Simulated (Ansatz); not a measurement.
From F to I: the dipole moment

One atom is swapped for its congeners: CHBrF2 (bromodifluoromethane) `FC(F)Br`; CHBrClF (bromochlorofluoromethane) `FC(Cl)Br`; CHBr2F (dibromofluoromethane) `FC(Br)Br`; CHBrFI `FC(Br)I`. All are singlets with charge 0.

Shapes, held fixed at every level: PBE0-D4/def2-TZVP. Programs: Ansatz 0.2.0. Values in D.

```
               level  CHBrF2  CHBrClF  CHBrFI
   PBE-D4/def2-TZVPP    1.28     1.12    0.99
r2SCAN-D4/def2-TZVPP    1.36     1.19    1.06
 B3LYP-D4/def2-TZVPP    1.37     1.20    1.09
  wB97M-V/def2-TZVPP    1.37     1.20    1.10
            measured    1.50        –       –
```

(1) Estimate the column for CHBr2F from its neighbours.

## Answers

(1) The mean of the neighbours at wB97M-V/def2-TZVPP is 1.15 D, against 1.15 from the run. All rows: PBE-D4/def2-TZVPP 1.07; r2SCAN-D4/def2-TZVPP 1.14; B3LYP-D4/def2-TZVPP 1.14; wB97M-V/def2-TZVPP 1.15 D. At wB97M-V/def2-TZVPP the dipole moment falls at every step, from 1.37 to 1.10 D. Every level shows the same order. Measured values: NIST CCCBDB. For atoms past krypton def2 sets carry core potentials with scalar relativity. Relativity is left out for Br unless named.

The dipole moment falls from fluorine to iodine at every level, with the largest drop between fluorine and chlorine. This follows the halogens' electronegativity, which also changes most at that step. A less electronegative substituent draws less charge from carbon, while the longer bond partly offsets the loss by increasing the charge separation. The total is a vector sum, however, so it also depends on the angles and on how the neighbouring, polarisable halogens damp one another's bond moments.

Averaging the neighbours works for CHBr2F because the change from chlorine to iodine is gradual. The same recipe would overestimate CHBrClF, since the curve bends sharply at the fluorine end.

For CHBrF2 every level falls below the measured 1.50 D, and three of the four nearly coincide. This suggests that much of the shortfall has a shared source, possibly the lack of diffuse functions in the basis or the fixed geometry. With only one measured value, the order along the series remains untested against experiment.
